Q: My calculation of metallic RbBr₃ used a smearing width that I didn't choose. Can I estimate on paper how far it shifted the free energy?

A: You can, from the occupation rule, its width and one property of the metal. The metal here is a model cell without tribromide ions, and it need not be the stable form of RbBr₃. Smearing replaces the sharp step between filled and empty electron states by a soft one, which steadies the sums over the k mesh. The table compares each choice with a Gaussian step of 0.1 eV. The column "free energy less reference" carries the full effect of smearing, while "energy less reference" has been extrapolated to zero smearing.

RbBr3, space group I4/mmm, 4 atoms in the primitive cell, conventional a = 4.517, c = 12.874 Å, atoms fixed. Ansatz 0.2.0, plane-wave PAW, scalar-relativistic, PBE, no spin polarisation, cutoff 420 eV, k mesh 14×14×14. The reference is Gaussian smearing of 0.1 eV; the energy is extrapolated to zero smearing, the free energy is not.

```
  occupation rule  occupation width (eV)  energy less reference (meV/atom)  free energy less reference (meV/atom)
      Fermi-Dirac                   0.01                            -0.030                                   3.01
      Fermi-Dirac                   0.02                             0.019                                   2.40
      Fermi-Dirac                   0.05                            -0.131                                  -2.09
      Fermi-Dirac                    0.2                             -8.78                                  -64.5
      Fermi-Dirac                    0.5                             -61.2                                   -313
         Gaussian                    0.5                             -7.92                                  -60.4
Methfessel-Paxton                   0.05                            -0.005                                   3.27
Methfessel-Paxton                    0.1                             0.118                                   3.40
             cold                   0.02                            -0.046                                   3.20
             cold                   0.05                             0.030                                   3.46
             cold                    0.1                             0.282                                   4.34
      tetrahedron                      0                             0.282                                   3.51
```

Q: What produces the shift?

A: A soft step lifts some electrons from just below the Fermi level to just above it. The number lifted grows with the width, and so does the energy each one gains, so the cost grows as the width squared. The entropy term outweighs this cost by a factor of two, and the free energy falls by

D = g w² / 2

Here g is the number of states per eV and atom at the Fermi level, and w is the rms width of the softened step. For Fermi-Dirac w is 1.814 times the occupation width, for Gaussian 0.707 times.

Q: Then why do so many rows lie above the reference?

A: Because the reference has itself been lowered, by about 3 meV/atom. The Methfessel-Paxton and cold rules shape the step so that the w² term vanishes, and the tetrahedron rule has no soft step at all. For all three you enter w = 0, and their rows show mainly the reference's own drop. Cold smearing at 0.1 eV stands about 1 meV/atom higher than the others. That rule leaves a cubic term in place, set by how steeply g changes with energy. Here g falls, since the Fermi level rises as the Fermi-Dirac step widens, and with the cold rule a falling g raises the free energy. The cubic term can't be the whole account, though, because the entropy term of the cold runs grows only about fourfold from 0.05 to 0.1 eV, where a cube would give eightfold.

Q: Could you work one row?

A: Take Fermi-Dirac at 0.05 eV, where w = 1.814 × 0.05 = 0.0907 eV. The three narrowest Fermi-Dirac rows, this one included, give g ≈ 1.3, and the entropy of the reference run gives the same value. With D in meV/atom, g/2 becomes 650:

D(row) = 650 × 0.0907² = 5.3
D(reference) = 650 × 0.0707² = 3.2
difference = 3.2 − 5.3 = −2.1 meV/atom

The table has −2.09.

Q: Does this also work for a very soft step?

A: No. In the three broadest rows the square law gives shifts that are 27 to 69 % too large. A likely cause is a shortage of empty states above the Fermi level. By electron count the Br 4p bands hold 16 electrons per cell and have room for only two more. The Fermi level supports this: it rises by 0.6 eV between the narrowest and the broadest Fermi-Dirac row, as it must if the upper side offers less room. For hand use I divide by a factor that grows with w:

D = 650 w² / (1 + 0.75 w)

The divisor is a convenient bridge, and its constant has no physical meaning.

Q: Please try it on Gaussian smearing at 0.5 eV.

A: Now w = 0.707 × 0.5 = 0.354 eV, and the reference drop becomes 3.1 meV/atom:

D(row) = 650 × 0.354² / (1 + 0.75 × 0.354) = 64
difference = 3.1 − 64 = −61 meV/atom

The calculation gave −60.4. Fermi-Dirac at only 0.2 eV has nearly the same w and nearly the same shift, so it is w that should be compared between these two rules, and not the width typed into the input.

Q: How far may I trust the formula?

A: It meets every free energy in the table to about 2 meV/atom, and half of them to 0.3. That is agreement with data it was made from: its two constants are rounded from a fit to all twelve rows, both worked ones included. When each row in turn is left out of the fit, the root-mean-square miss rises from 0.5 to 9 meV/atom, because few rows fix the broad end. I would not use it beyond w = 0.9 eV. The output below lists the estimates row by row.

Q: Does extrapolation to zero smearing rescue a broad calculation?

A: Only in part. Extrapolation removes the w² term exactly, so what survives stems from the departure from the square law. In the three broadest rows the remainder is 13 to 20 % of the free-energy shift, or 8 to 61 meV/atom. In the other rows the extrapolated energy stays within 0.3 meV/atom of the reference.

Q: And if my material were ordinary RbBr?

A: That salt is an insulator, with no states at the Fermi level, so g is zero there. Its free energy would hardly move until the soft step became wide enough to reach across the gap. For another metal the square law keeps its form while the step is narrow, but you need that metal's own g. A narrow Gaussian or Fermi-Dirac run supplies it, because the entropy term per atom is g w². Don't make the step too narrow, though: the entropy of the 0.01 eV run here gives 1.15 instead of 1.3, probably because too few points of the k mesh fall within the step. The divisor was fitted to RbBr₃ and doesn't carry over.

The analysis program printed:

```
density of states from narrow Fermi-Dirac rows (states/eV per atom): 1.295
density of states from the entropy term of the reference (states/eV per atom): 1.292
fit of fe on 12 rows: coefficient of 500*(vr/(1+s*wr) - v/(1+s*w)) 1.309 +/- 0.0021, s 0.775; rms 0.471, worst cold -1.24, leave-one-out rms 9.31
estimates in meV/atom:
                row  rms width (eV)  free energy computed  quadratic rule  hand rule  energy computed  energy by hand rule
        Fermi-Dirac         0.01814                  3.01           3.024      2.875            -0.03               0.0763
        Fermi-Dirac         0.03628                   2.4           2.385      2.254            0.019              0.06669
        Fermi-Dirac         0.09069                 -2.09          -2.087     -1.919           -0.131             -0.08167
        Fermi-Dirac          0.3628                 -64.5          -81.95     -64.16            -8.78               -7.113
        Fermi-Dirac          0.9069                  -313          -529.2     -315.1            -61.2               -64.33
           Gaussian          0.3536                 -60.4          -77.68     -61.13            -7.92               -6.652
  Methfessel-Paxton               0                  3.27           3.237      3.086           -0.005              0.07772
  Methfessel-Paxton               0                   3.4           3.237      3.086            0.118              0.07772
               cold               0                   3.2           3.237      3.086           -0.046              0.07772
               cold               0                  3.46           3.237      3.086             0.03              0.07772
               cold               0                  4.34           3.237      3.086            0.282              0.07772
        tetrahedron               0                  3.51           3.237      3.086            0.282              0.07772
hand-rule drop of the reference itself (meV/atom): 3.086
hand-rule drop for Fermi-Dirac 0.05 eV (meV/atom): 5.006
hand-rule drop for Gaussian 0.5 eV (meV/atom): 64.22
quadratic rule over computed free energy in broad rows (ratio): 1.271, 1.691, 1.286
largest miss of quadratic rule in narrow Fermi-Dirac rows (meV/atom): 0.01517
largest miss of hand rule for free energy in all rows (meV/atom): 2.097
median miss of hand rule for free energy in all rows (meV/atom): 0.329
largest miss of hand rule in rows of zero second moment (meV/atom): 1.254
miss of hand rule for extrapolated energy in broad rows (per cent): -18.98, 5.108, -16.01
largest miss of hand rule for extrapolated energy outside broad rows (meV/atom): 0.2043
extrapolated energy over free energy in broad rows (per cent): 13.61, 19.55, 13.11
rise of Fermi level from Fermi-Dirac 0.01 to 0.5 eV (eV): 0.6177
```
